Al⁴⁺ has one electron fewer than neon-like Al³⁺, and yet its relativistic shift is the deeper of the two, −0.45164 against −0.45139 hartree. A shift summed over electrons ought to shrink when one leaves, and it does at every step except this one and Al → Al⁺. Both exceptions remove a p electron. A hand estimate built on the number $m$ of 2p electrons explains such a reversal, though it misplaces it.

Calculated values. B-spline radial code 1, Al atom and ions at the basis-set limit: Dirac-Coulomb Hartree-Fock (average over nl shells, Fermi nucleus with rms radius 3.061 fm) against non-relativistic Hartree-Fock (configuration average, point nucleus). Energies are sums over all electrons. The Breit interaction is Gaunt plus retardation plus frequency dependence.

```
species   Z  charge (e)  electrons  configuration  E(Dirac) − E(non-rel.) (hartree)  Breit frequency dependence (hartree)  Gaunt (hartree)  retardation (hartree)
     Al  13           0         13   [Ne] 3s2 3p1                          -0.45404                            -2.060e-05          0.04513              -0.002893
    Al+  13           1         12       [Ne] 3s2                          -0.45438                            -2.049e-05          0.04510              -0.002885
   Al2+  13           2         11       [Ne] 3s1                          -0.45323                            -2.061e-05          0.04504              -0.002882
   Al3+  13           3         10   [He] 2s2 2p6                          -0.45139                            -2.080e-05          0.04494              -0.002876
   Al4+  13           4          9   [He] 2s2 2p5                          -0.45164                            -1.882e-05          0.04356              -0.002683
   Al5+  13           5          8   [He] 2s2 2p4                          -0.45092                            -1.622e-05          0.04187              -0.002423
   Al6+  13           6          7   [He] 2s2 2p3                          -0.44899                            -1.292e-05          0.03986              -0.002084
   Al7+  13           7          6   [He] 2s2 2p2                          -0.44553                            -8.830e-06          0.03755              -0.001659
   Al8+  13           8          5   [He] 2s2 2p1                          -0.44025                            -3.868e-06          0.03496              -0.001136
   Al9+  13           9          4       [He] 2s2                          -0.43281                             2.065e-06          0.03214             -0.0005048
```

E(Dirac) − E(non-rel.) is the difference of the two Hartree-Fock totals. The Gaunt term (magnetic interaction of electron currents), its retardation and the frequency dependence are the parts of the Breit interaction and aren't contained in that difference. Open shells are configuration averages and correlation is absent, so for a partly filled 2p shell the rule describes no particular term or level.

For one electron in the field of charge $Z$ the leading Dirac correction is $-\frac{\alpha^2Z^4}{2n^4}\left[\frac{n}{j+1/2}-\frac34\right]$ with $\alpha^2 = 5.325\times10^{-5}$. The coefficient of $-\alpha^2Z^4$ is 1/8 for 1s, 5/128 for 2s and, averaged over $j$, 7/384 for 2p. The K shell needs no fitting. Two Dirac 1s densities repel by $\frac58Z+\frac34(1-\ln2)\alpha^2Z^3$, and matching the second term to the expansion of $-\alpha^2(Z-\sigma)^4/4$ gives $\sigma = 0.230$. With the next order, $\alpha^4(Z-\sigma)^6/8$, the pair gives 0.3540 + 0.0015 = 0.3555 hartree, about four fifths of the shift. The L shell gets one common charge:

$$\Delta E = -0.3555-\frac{30+7m}{384}\,\alpha^2\,(11.65-0.30\,m)^4 .$$

The slope comes from the 2p $\langle r^{-3}\rangle = Z_p^3/24$ of three of the same runs (two Dirac 2p$_{3/2}$, one non-relativistic), which gives $Z_p = 11.25-0.30m$. The constant 11.65 was fitted to Al³⁺ through Al⁹⁺. It trades against the slope and has no physical meaning.

Because the electron count grows with $m$ while the charge falls, the product has a maximum. At Al³⁺ → Al⁴⁺ the rule loses the 2p electron's own term (+0.0091) and gains −0.0108 from weaker screening of the rest. That split belongs to the model, and the gain is overstated, as the step and the 2s density show below. The runs support its direction, since the non-relativistic density at the nucleus rises from 1398.3 to 1404.7 bohr⁻³ at this step. Density alone isn't enough, for it climbs on to 1450.0 at Al⁹⁺ while the shift shrinks. The change to a finite nucleus, estimated at $1.3\times10^{-4}$ hartree, varies by only about $5\times10^{-6}$ and can't drive the trend.

The Gaunt term starts from the spin contact of the 1s pair, $2\pi\alpha^2\langle\delta(\mathbf r_{12})\rangle = \alpha^2(Z-5/16)^3/4 = 0.02719$ hartree, and Al⁹⁺ has 1.182 times this once the 2s pair is added. In a configuration average a 2p electron contributes through exchange, by this argument mostly with 1s, and $\langle r^{-3}\rangle$ weights the 2p orbital at just those small radii. The natural unit is therefore $P = m\alpha^2Z_p^3/24$. Retardation removes the longitudinal part of the current interaction, which by continuity (only approximate with non-local exchange) scales with the square of the energy gap between the exchanging orbitals. It vanishes within 1s² and lives on K–L pairs, in line with Al⁹⁺ keeping 72 % of the Al³⁺ Gaunt value and only 18 % of its retardation. Frequency dependence is the next order and carries a further $(Z\alpha)^2 = 0.00900$. Each column is then the Al⁹⁺ value, exact by construction, plus $cP$, where $c$ was fitted to Al³⁺ through Al⁸⁺ and came out as 1.095, −0.212 and $-0.226\,(Z\alpha)^2$.

For Al⁷⁺, $m = 2$, the L charge is 11.05 and $\frac{44}{384}\alpha^2(11.05)^4 = 0.0910$, so the shift is −0.4465 against −0.44553. With $Z_p = 10.65$, $P = 0.00536$. Gaunt is 0.03214 + 1.095 × 0.00536 = 0.03801 (table 0.03755), and retardation is −0.000505 − 0.212 × 0.00536 = −0.00164 (table −0.001659). The frequency term is $2.065\times10^{-6}-0.226\times0.00900\times0.00536 = -8.84\times10^{-6}$, where the table has $-8.83\times10^{-6}$. For Al³⁺ the L term is 0.0940 and $P = 0.01123$, which give −0.4495, 0.04444, −0.002887 and $-2.079\times10^{-5}$. Both rows were part of the fits; the output below lists all residuals.

From Al³⁺ to Al⁹⁺ the shift is reproduced within 0.41 % of the table value, Gaunt and retardation within 1.2 %. The whole column lies within 2.4 % of −0.4436, so that gain is modest, though Slater screening does worse, 6 to 10 % too small. Steps are a harder test. For Al³⁺ → Al⁴⁺ the rule has the right sign but far too large a step, −0.00168 against −0.00025 hartree. The rule is deepest at Al⁵⁺, one ion late, and gives −0.00025 for Al⁴⁺ → Al⁵⁺ where the table has +0.00072, which rules it out for corrections to ionisation energies near the full shell. It also overstates how much 2s is unscreened: from Al²⁺ to Al⁵⁺ the 2s density at the nucleus grows by a factor 1.122, the cube of the rule's charge by 1.194. The K term is held fixed, though the 1s density grows by a factor 1.0022 over the same range, which on 0.3555 hartree is as large as the steps near the full shell.

The constant $c$ stays at −0.226 in all six rows for the frequency term, so the change of sign at Al⁹⁺ is a negative part proportional to $P$ running out against a small positive s-shell value, whose cause is untested here. The constants are net figures, since added 2p electrons also screen 2s and weaken the 1s–2s term that the rule holds at its Al⁹⁺ value. For Gaunt $c$ drifts from 0.968 to 1.139; 2p–2p pairs, whose number grows as $m(m-1)/2$, are missing from $P$ and may be the cause, but the orbital outputs give only the shift of a 2p electron with all its partners together, so they can't single these pairs out. From Al⁵⁺ to Al²⁺ the $j$-averaged 2p Breit shift falls only 6 %, from 0.0714 to 0.0670 eV, while $\langle r^{-3}\rangle$ falls 17 %.

The rule has no $n = 3$ term, and there it misses by up to 1.07 % in the shift and 1.5 % in Gaunt. The first 3s electron is worth −0.00184 hartree. Slater screening gives −0.00023 because it ignores penetration, while scaling the 2s term by the 3s/2s density ratio at the nucleus gives −0.00151.

All rows have $Z = 13$, so the powers ($Z^4$ for the shift, $Z^3$ for Gaunt and retardation, $Z^5$ for the frequency term) are theory, untested here. The rule's maximum sits where $7/(30+7m) = 1.2/(Z_L-0.30m)$, with $Z_L$ the L-shell constant. A heavier element has a larger $Z_L$, which pushes the maximum to larger $m$ until the reversal at the neon-like ion disappears, and a lighter one should have its maximum at smaller $m$, after more 2p electrons have left.

For differences between ions the Breit sum has to be carried. It is positive and only 9.3 % (Al) to 7.3 % (Al⁹⁺) of the shift in size, yet it cuts the rise from Al³⁺ to Al⁹⁺ from 0.0186 to 0.0082 hartree. Over the same range the self-energy of these runs adds 0.00105 hartree and the recoil takes off 0.00026. These belong in such an estimate with Gaunt and retardation, and the frequency term, never above $2.1\times10^{-5}$ hartree in size, can be dropped at this $Z$.

The analysis program printed:

```
alpha^2 5.3251e-05, (Z alpha)^2 0.00900; Zp from <r^-3>=Zp^3/24: 11.250-0.300 m, used 11.25 - 0.3 m
K pair: screening 0.230, 0.3540+0.0015 = 0.3555 Eh, 82% (Al9+), 78% (Al) of |rel|
L shell: fitted ZL 11.65; slope also free: 11.62, 0.292, worst miss 0.0013 Eh
ion    m  rel/Eh    rule     err%  Slater err%  step table  step rule (rounding 5e-6 Eh)
Al     6 -0.45404 -0.44954 -0.99  -10.2        
Al+    6 -0.45438 -0.44954 -1.07  -10.3        -0.00034    +0.00000
Al2+   6 -0.45323 -0.44954 -0.82  -10.1        +0.00115    +0.00000
Al3+   6 -0.45139 -0.44954 -0.41  -9.7        +0.00184    +0.00000
Al4+   5 -0.45164 -0.45122 -0.09  -9.0        -0.00025    -0.00168
Al5+   4 -0.45092 -0.45146 +0.12  -8.4        +0.00072    -0.00025
Al6+   3 -0.44899 -0.45000 +0.22  -7.7        +0.00193    +0.00147
Al7+   2 -0.44553 -0.44652 +0.22  -7.1        +0.00346    +0.00348
Al8+   1 -0.44025 -0.44070 +0.10  -6.6        +0.00528    +0.00582
Al9+   0 -0.43281 -0.43218 -0.15  -6.2        +0.00744    +0.00852
whole column lies within 2.4% of -0.4436 Eh; N<=10 deepest: table Al4+, rule Al5+
rule, Al3+->Al4+: lost 2p term +0.00914, weaker screening of the rest -0.01082 Eh
rule, Al8+->Al9+: lost 2p term +0.01611, weaker screening of the rest -0.00759 Eh
density at nucleus /bohr^3: Al 1402.8, Al+ 1403.8, Al3+ 1398.3, Al4+ 1404.7, Al9+ 1450.0
finite nucleus estimate 1.27e-04 (Al3+) to 1.32e-04 Eh (Al9+)
nuclear density Al2+->Al5+: 1s x1.0022, 2s x1.122; rule charge cubed x1.194
first 3s electron: table -0.00184; Slater -0.00023; 2s term x density ratio -0.00151 Eh
1s pair contact 0.02719 Eh; Al9+ Gaunt/this 1.182, (Gaunt+ret)/this 1.164; unscreened 2s factor 1.217
Al2+: half sum of orbital Breit shifts 0.04216, Gaunt+ret 0.04216 Eh; 1s share of sum 77%
Gaunt: c 1.095; worst miss N<=10 5.0e-04, N>10 6.9e-04; fixed per 2p 1.0e-03 Eh
   c needed, m=1..6: 0.968 1.009 1.046 1.080 1.111 1.139
retardation: c -0.212; worst miss N<=10 1.8e-05, N>10 6.4e-06; fixed per 2p 3.0e-04 Eh
   c needed, m=1..6: -0.217 -0.215 -0.214 -0.213 -0.212 -0.211
frequency: c -0.226; worst miss N<=10 3.8e-08, N>10 3.0e-07; fixed per 2p 2.7e-06 Eh
   c needed, m=1..6: -0.226 -0.226 -0.226 -0.226 -0.226 -0.226
ion   Gaunt rule err% | retard rule err% | freq rule, miss /1e-6 Eh (rounding 5e-6, 5e-7, 5e-9 Eh)
Al    0.04444 -1.5 | -0.002887 -0.2 | -20.79 -0.19
Al+   0.04444 -1.5 | -0.002887 +0.1 | -20.79 -0.30
Al2+  0.04444 -1.3 | -0.002887 +0.2 | -20.79 -0.18
Al3+  0.04444 -1.1 | -0.002887 +0.4 | -20.79 +0.01
Al4+  0.04340 -0.4 | -0.002685 +0.1 | -18.85 -0.03
Al5+  0.04200 +0.3 | -0.002415 -0.3 | -16.26 -0.04
Al6+  0.04022 +0.9 | -0.002069 -0.7 | -12.95 -0.03
Al7+  0.03801 +1.2 | -0.001641 -1.1 | -8.84 -0.01
Al8+  0.03533 +1.1 | -0.001122 -1.2 | -3.86 +0.01
worked Al7+: L charge 11.05, L term 0.0910; Zp 10.65, m a^2 Zp^3/24 0.00536 Eh
worked Al3+: L charge 9.85, L term 0.0940; Zp 9.45, m a^2 Zp^3/24 0.01123 Eh
2p parts, frequency/retardation in (Z alpha)^2: 1.04 to 1.07
Al9+/Al3+: Gaunt 72%, retardation 18%; Al minus Al3+: rel -0.00265, Gaunt 0.00019 Eh
Breit/|rel| 9.3% (Al), 7.3% (Al9+); Al3+->Al9+ rise 0.0186, with Breit 0.0082 Eh
```
